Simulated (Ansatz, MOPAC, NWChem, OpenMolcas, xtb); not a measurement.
# How methods differ on CH6GaN (SMILES [CH3][GaH][NH2])

CH6GaN, singlet, SMILES `[CH3][GaH][NH2]`. Each level relaxes the structure for itself.

Each level gives the zero-point energy at each level's own minimum (kJ/mol). The values are calculated.

```csv
level,kind,program,value (kJ/mol)
AM1,semi-empirical,MOPAC,175.2
PM6,semi-empirical,MOPAC,166.7
PM6-D3H4,semi-empirical,MOPAC,168.9
GFN2-xTB,semi-empirical,xtb,163.9
HF/3-21G,Hartree–Fock,OpenMolcas,190.4
HF/6-31G* (spherical functions),Hartree–Fock,NWChem,188.7
HF/6-31G* (Cartesian functions),Hartree–Fock,OpenMolcas,189.1
"B3LYP-D3(BJ)/6-31G*/LANL2DZ (core potential, spherical functions)",global hybrid,NWChem,178.8
PBE0-D4/def2-TZVP,global hybrid,Ansatz,178.3
```

All-electron rows without a relativistic Hamiltonian named are non-relativistic, while core potentials hold scalar relativity, so basis and relativity change together. Harmonic and unscaled. The values span 163.9 to 190.4 kJ/mol.

The zero-point energies fall into three groups: all Hartree–Fock values lie above the two hybrids, and all semi-empirical values lie below them. The Hartree–Fock excess is the familiar result of missing electron correlation, which leaves bonds too stiff near their minima and stretching frequencies too high. The change of basis within Hartree–Fock matters far less than the step to the hybrids, which nearly coincide at 178.8 and 178.3 kJ/mol despite their different basis sets and descriptions of gallium.

That insensitivity is chemically reasonable. Most of the zero-point energy resides in the C–H and N–H stretches and the bending motions of hydrogen, while the Ga–C and Ga–N stretches, with a heavy atom and softer bonds, contribute little. The total is therefore a weak test of how well a method describes the bonding at gallium. Close totals also do not establish that the individual frequencies agree, since errors in stretches and bends can cancel in the sum.
